Compressing a crystal changes the energy an electron needs to pass from the filled to the empty bands. For cubic BaTiO₃ this band gap is known here up to 50 GPa, and the task is to say what it will be at 90 GPa. In the table, $a$ is the edge of the cubic cell, and changes are relative to the cell at zero pressure.

Cubic BaTiO₃ (Pm-3m, 5 atoms in the cell), relaxed under hydrostatic pressure with its symmetry kept; changes are relative to the cell relaxed at zero pressure, a = 4.019 Å. Ansatz 0.2.0, plane-wave PAW, scalar-relativistic, PBE functional, no spin polarisation; cutoff 420 eV, Gaussian smearing of 0.02 eV. Gaps are read on the Γ-centred 8×8×8 k mesh.

```tsv
applied pressure (GPa)	volume change (%)	a change (%)	band gap (eV)	gap kind
-1	0.61	0.20	1.771	indirect
1	-0.58	-0.20	1.797	indirect
4	-2.33	-0.78	1.834	indirect
12	-6.16	-2.10	1.920	indirect
25	-11.12	-3.85	2.004	direct
50	-17.89	-6.36	2.021	direct
90	?	?	?	?
```

**(a) Can the six known gaps be treated as one smooth curve?**

*Solution.* No, because the kind of gap changes. In a direct gap the highest filled and the lowest empty state have the same wave vector; in an indirect gap they do not. The gap is indirect up to 12 GPa and direct at 25 and 50 GPa. The table prints only the smallest gap, so the curve can pass from one pair of band edges to another.

The first four rows lie close to a straight line when the gap is plotted against the shortening of $a$. Continued to 50 GPa, this line gives 2.20 eV, while the direct gap there is only 2.02 eV. That is the pattern of two gaps with different slopes: the indirect one starts lower but climbs faster, and the direct one takes over as the smaller.

Two limiting cases suggest why the slopes differ. Under slight compression, electrostatics can dominate. The filled states at the gap are mainly O 2p and the empty ones mainly Ti 3d. An electron on Ti is repelled by the surrounding negative oxygen ions, while one on O is attracted by the surrounding positive ions. Shorter distances strengthen both effects and widen the gap.

Under strong compression, the overlap of filled shells matters more, because it grows steeply as atoms approach. At the zone centre Γ, some O 2p states can mix with the deeper filled Ba 5p and Ti 3p shells, and this mixing pushes them up. At the zone corner R, symmetry forbids it for the top state. Pressure can therefore move the valence top from R to Γ, and in the calculation it does move: it lies at R up to 12 GPa and at Γ at 25 and 50 GPa. The lowest empty state is at Γ in all six rows, so the gap becomes direct because the highest filled state changes place. That the mixing drives this change is expected, not computed.

**(b) Predict the volume change, the change of $a$, and the size and kind of the gap at 90 GPa.**

*Solution.* The compression comes first. In the Murnaghan equation the resistance to compression rises linearly with pressure $P$. Fitted to the six known rows, it gives the ratio of the volume $V$ to its zero-pressure value $V_0$:

$$\frac{V}{V_0}=(1+0.0249\,P)^{-0.243},\qquad P\ \text{in GPa}.$$

At 90 GPa this means a volume change of −24.9 %, with a judged range of ± 0.5 percentage points. The cube root gives an $a$ change of −9.1 %, with ± 0.2 points.

For the gap, only the direct branch should be continued, and two limiting curves enclose a reasonable range. The first assumes that the branch does not bend. From 25 to 50 GPa the gap rises by 0.017 eV while $a$ shortens by a further 2.51 points, or 0.0068 eV per point. Another 2.75 points add 0.019 eV, which gives 2.04 eV.

The second curve is a parabola with the strongest bend that the 12 GPa row allows. The direct gap at 12 GPa is not printed, but it cannot be smaller than the smallest gap of that row, 1.920 eV. Taking this lowest possible value makes the early rise as steep as it can be, 0.048 eV per point between 12 and 25 GPa. The later slope of 0.0068 then fixes the bend. The rows at still lower pressure would hold a single parabola to a weaker bend, so this curve errs on the low side.

The rest is arithmetic. The two slopes belong to the middles of their intervals, at 2.98 and 5.11 points of shortening, so the slope falls by 0.0194 eV per point for each further point. The middle of the last interval, from 50 to 90 GPa, lies 2.63 points further on. The slope there is $0.0068-0.0194\times2.63=-0.044$ eV per point. Over 2.75 points the gap loses 0.12 eV and ends at 1.90 eV.

The forecast is the middle, 1.97 ± 0.07 eV, with a gap that is still direct and far from closing. A gap slightly past its maximum is likelier than one still rising, though the range allows both. The range is not a strict bound, since the bend may itself grow or another band edge may take over.

**(c) Compare the forecasts with the calculation. What does the result teach, and how far can it be trusted?**

The withheld rows as computed:

```tsv
applied pressure (GPa)	volume change (%)	a change (%)	band gap (eV)	gap kind
90	-25.15	-9.20	1.973	direct
```

*Solution.* All the forecasts hold within their ranges. The computed volume change is −25.15 %, so the crystal gives way slightly more than predicted. A miss in this direction is plausible, because the stiffness of real solids usually rises more slowly than linearly at high pressure, whereas the Murnaghan equation keeps the rise linear.

The computed gap is 1.973 eV and direct. It agrees with the middle of the range far better than the method deserves, since no physical law selects the middle. The firmer result is the sign of the change: the gap is 0.048 eV smaller than at 50 GPa, and in both rows the highest filled and the lowest empty state lie at Γ, so the direct branch does bend downwards. The bend fits the picture of overlap gaining on electrostatics, but does not prove it.

For practical use, the lesson is that one pressure coefficient does not describe this material. Near zero pressure the gap grows by about 0.013 eV per GPa; between 25 and 50 GPa the average is about twenty times smaller, and after that the gap shrinks. Even the straight line in $a$ that describes the first four rows so well would give 2.37 eV at 90 GPa, which is 0.40 eV too high. A good fit to the smallest gap gives no warning that another pair of band edges will take over. Following the direct gap as well does give one: in the same calculations it lies 0.125 eV above the indirect gap at −1 GPa, but only 0.047 eV above it at 12 GPa.

The sizes need more caution than the pattern. The functional PBE makes gaps much too small; the measured one is roughly 3 eV. The cubic shape was imposed, although near zero pressure the stable low-temperature crystal is polar and has a wider gap, and the stability of the cubic form at high pressure was not tested. The size and kind of each gap were read on a mesh of wave vectors, which can miss a band edge that lies between its points. Thermal and zero-point motion of the atoms, which also shifts gaps, is left out. The run at 90 GPa converged without any warning, but its cell is a quarter smaller than at zero pressure. The makers of the data advise caution so far from the equilibrium volume, going by tests on other systems and not by these runs. The exact size of the small drop is therefore best taken as less certain than the values at low pressure.

The fits and both limiting estimates are in the output below.

Printed output of the fit:

```
fit of log(1 + volume_change/100) on 6 rows: coefficient of log(1 + s*applied_pressure) -0.2434 +/- 0.00025, s 0.02494; rms 0.000204, worst 4 0.00043, leave-one-out rms 0.000346
  rows outside the fit (model, value, miss): 90 -0.2865, -0.2897, 0.00319
bulk modulus at zero pressure from the fit, GPa: 164.7
forecast volume change at 90 GPa, %: -24.91
computed volume change at 90 GPa, %: -25.15
forecast a change at 90 GPa, %: -9.108
computed a change at 90 GPa, %: -9.2
fit of band_gap on 4 rows (applied_pressure < 20): constant 1.784 +/- 0.00021, coefficient of strain -0.06476 +/- 0.00018; rms 0.000225, worst 4 0.000385, leave-one-out rms 0.000632
  rows outside the fit (model, value, miss): 25 2.033, 2.004, 0.0292; 50 2.196, 2.021, 0.175; 90 2.374, 1.973, 0.401
gap rise per GPa from -1 to 1 GPa, eV/GPa: 0.013
gap rise per GPa from 25 to 50 GPa, eV/GPa: 0.00068
direct gap rise per 1 % shortening of a from 25 to 50 GPa, eV: 0.006773
upper estimate of the gap at 90 GPa (straight line), eV: 2.04
lower estimate of the gap at 90 GPa (parabola), eV: 1.9
forecast gap at 90 GPa (middle), eV: 1.97
half the spread of the two estimates, eV: 0.06992
computed gap at 90 GPa, eV: 1.973
forecast less computed gap at 90 GPa, eV: -0.003306
computed gap change from 50 to 90 GPa, eV: -0.048
withheld rows with an indirect gap (0 means none): 0
gap at 12 GPa on a parabola through the 25, 50 and 90 GPa rows, eV: 1.959
```
